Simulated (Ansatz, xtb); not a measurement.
# Relative energy of two isomers of C4H7BN2O2

Structure a is `N#C[C@@H]1CCOB(N)O1`, a singlet and structure b is `Nc1cc[nH]c1B(O)O`, a singlet. Both are isolated molecules in the gas phase, relaxed with r2SCAN-D4/def2-SVP; the shapes shown needn't be the lowest conformers.

a (Å):

```xyz
16

C     0.6030    1.8495    1.6080
C     0.9507    0.4864    1.1488
C     0.2888    0.1828   -0.2005
C    -1.2157    0.0757   -0.0135
B    -0.6674   -1.0696    2.0510
N     0.3060    2.9166    1.9607
N    -1.0199   -1.9689    3.0713
O    -1.5407   -0.8401    1.0149
O     0.5843   -0.4625    2.1228
H     2.0503    0.4549    1.0463
H     0.6977   -0.7760   -0.5624
H     0.5396    0.9612   -0.9386
H    -1.6976   -0.2693   -0.9429
H    -1.6394    1.0693    0.2292
H    -0.4210   -2.1477    3.8648
H    -1.9135   -2.4398    3.0867
```

b (Å):

```yaml
atoms:
  - { symbol: C, position_ang: [-1.9205, 1.2177, 1.6986] }
  - { symbol: C, position_ang: [-2.3794, 1.7054, 2.9549] }
  - { symbol: C, position_ang: [-1.3263, 1.5638, 3.8530] }
  - { symbol: C, position_ang: [-0.5864, 0.7925, 1.8589] }
  - { symbol: B, position_ang: [0.4123, 0.2327, 0.8543] }
  - { symbol: N, position_ang: [-2.6683, 1.1102, 0.5372] }
  - { symbol: N, position_ang: [-0.2732, 1.0188, 3.1980] }
  - { symbol: O, position_ang: [0.0093, 0.0976, -0.4616] }
  - { symbol: O, position_ang: [1.6741, -0.0987, 1.3044] }
  - { symbol: H, position_ang: [-3.3677, 1.8340, 0.4151] }
  - { symbol: H, position_ang: [-2.1070, 0.9643, -0.2968] }
  - { symbol: H, position_ang: [-3.3688, 2.1008, 3.1821] }
  - { symbol: H, position_ang: [-1.2707, 1.8148, 4.9117] }
  - { symbol: H, position_ang: [0.6311, 0.8047, 3.5982] }
  - { symbol: H, position_ang: [0.6750, -0.2652, -1.0560] }
  - { symbol: H, position_ang: [2.2742, -0.4361, 0.6304] }
```

Energies in hartree; the thermal terms are from GFN2-xTB frequencies at re-optimised GFN2-xTB minima (ideal gas, soft modes damped towards free rotors, one conformer each, 298.15 K, 1 atm) and include the zero-point energy:

```
                              a           b
E, CCSD(T)/def2-SVP  −440.049148  −440.038172
    E, MP2/def2-SVP  −439.951732  −439.948036
  E, MP2/def2-TZVPP  −440.766123  −440.769015
  zero-point energy     0.119534     0.119368
       H(298 K) − E     0.129294     0.129206
       G(298 K) − E     0.086080     0.086014
```

Correct the CCSD(T) difference for the basis set by the MP2 change, then work out ΔE, ΔE₀, ΔH and ΔG for a → b in kcal/mol (1 Eh = 627.51 kcal/mol) and the equilibrium ratio [b]/[a].

1. Differences b − a: CCSD(T) +0.010976, MP2 in the small set +0.003696, MP2 in the large set −0.002892 Eh.
2. ΔE = +0.010976 + (−0.002892 − (+0.003696)) = +0.004388 Eh = +2.75 kcal/mol.
3. ΔE₀ = ΔE + ΔZPE = +0.004388 + (−0.000166) Eh = +2.65 kcal/mol.
4. ΔH = ΔE + (−0.000088) Eh = +2.70 kcal/mol.
5. ΔG = ΔE + (−0.000066) Eh = +2.71 kcal/mol, so ΔS = (ΔH − ΔG)/T = −0.2 J/(mol K).
6. kT = 0.9442 mEh, so K = [b]/[a] = exp(−ΔG/kT) = exp(−4.58) ≈ 0.01.

Structure a is favoured at this temperature. An error of 1 kcal/mol in ΔG would change K by a factor of 5.4. The basis-set step is large, which makes the value less sure. GFN2-xTB, r2SCAN-D4/def2-SVP//GFN2-xTB, r2SCAN-D4/def2-SVP gave ΔE the other sign. Mirror images and further conformers aren't counted.

As drawn, b has 1 C–N, 3 C∷C, 2 C∷N, 1 C–B, 1 N–H, 2 O–H in place of 1 C≡N, 3 C–C, 2 C–O, 1 B–N, 3 C–H (∷ is an aromatic bond). Structure a has a 6-membered ring, b a 5-membered ring (with an aromatic ring).

Other levels gave ΔE = −6.9 (GFN2-xTB); +53.9 (HF/STO-3G, GFN2-xTB geometries); −6.9 (r2SCAN-D4/def2-SVP//GFN2-xTB); −6.8 (r2SCAN-D4/def2-SVP); +11.3 (HF/def2-SVP); +2.3 (MP2/def2-SVP); +6.9 (CCSD(T)/def2-SVP) kcal/mol. The correlated steps freeze 9 core orbitals. Programs: Ansatz 0.2.0, xtb 6.7.1.

The cyclic aminoborane nitrile a comes out only slightly below the aminopyrrole boronic acid b, a near-balance between two quite different bonding patterns. Isomer b gains the aromatic π sextet of pyrrole and strong O–H bonds, and its amino group probably adds a weak N–H···O contact to the boronic acid. Against this, a keeps the strong nitrile triple bond and a B–N bond reinforced by donation of the nitrogen lone pair into the empty boron p orbital. In b that third donor is replaced by a ring carbon, which is generally a weaker π donor to boron. Zero-point and thermal terms nearly cancel, so the preference is electronic rather than entropic.

Electron correlation lowers b relative to a, from +11.3 with HF to +6.9 kcal/mol with CCSD(T) in the same basis, probably because the delocalised π system gains more from it. Enlarging the basis also favours b, and going further would probably narrow the gap again. The results therefore support near-degeneracy more firmly than the order of the two isomers.
